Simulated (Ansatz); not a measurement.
## Relative energies of Ga2H2Cl2F2 isomers

2 of its isomers, all singlets with charge 0: A = `[F][GaH-]1[Cl+][GaH-]([F])[Cl+]1`; B = `[Cl][GaH-]1[F+][GaH-]([Cl])[F+]1`.

Shapes, held fixed at every level: PBE0-D4/def2-TZVP. Programs: Ansatz 0.2.0.

A:

```xyz
8

F     2.7355   -0.0031    0.1712
Ga    1.2539    0.5521    0.9036
Cl   -0.1128   -1.3353    0.9804
Ga   -1.3536   -0.4760   -0.7966
F    -0.8654   -1.4230   -2.1768
Cl    0.0060    1.4168   -0.8659
H     1.1387    1.4113    2.1769
H    -2.8023   -0.1427   -0.3928
```

B:

```xyz
8

Cl    0.0883    2.3203    1.7142
Ga    1.0931    0.8522    0.5590
F     0.0852    0.6286   -1.0704
Ga   -0.8663   -1.0052   -0.6876
Cl   -2.8452   -0.4604   -0.1521
F     0.2161   -0.8318    0.8997
H     2.6006    0.6568    0.3141
H    -0.3717   -2.1606   -1.5769
```

Electronic energies in kJ/mol, without zero-point or thermal terms.

From chemical knowledge, estimate the order of stability.

B < A in rising energy, over a span of 60 kJ/mol, by MP2/def2-TZVPP. All levels agree on that. The B − A difference spans -85.0 to -44.1 kJ/mol over the levels. Relativity is left out for Ga. Outer-core shells of Ga are correlated in most correlated rows, in sets that cover them unevenly.

```tsv
level	kind	B − A
HF/def2-TZVPP	Hartree–Fock	-85.0
PBE-D4/def2-TZVPP	GGA	-44.1
r2SCAN-D4/def2-TZVPP	meta-GGA	-58.5
B3LYP-D4/def2-TZVPP	global hybrid	-57.8
PBE0-D4/def2-TZVPP	global hybrid	-53.1
B2PLYP/def2-TZVPP	double hybrid	-62.8
CCSD/def2-SVP	coupled cluster or CI	-82.8
MP2/def2-TZVPP	perturbation theory	-59.5
```

Isomer B, with fluorine in the bridges and chlorine in the terminal positions, lies below its chlorine-bridged counterpart A at every level. The exchange turns two terminal Ga–F bonds and four bridging Ga–Cl contacts into two terminal Ga–Cl bonds and four bridging Ga–F contacts. Small, hard fluoride interacts strongly with two electron-poor gallium centres at once, and this electrostatic gain probably outweighs the closer Ga–Ga repulsion in the tighter ring and the loss of strong terminal Ga–F bonds.

The order is secure, its size less so. Hartree–Fock gives the largest preference, -85.0 kJ/mol, plausibly because it exaggerates bond polarity and misses the correlation that helps the more polarizable chlorine bridges. The CCSD value of -82.8 kJ/mol is no benchmark for the MP2 result: its small basis describes compact, anionic fluorine poorly and may favour fluorine bridges through functions borrowed from both neighbouring metals. Whether B is the global minimum remains open, since hydrogen-bridged and other arrangements are not compared.
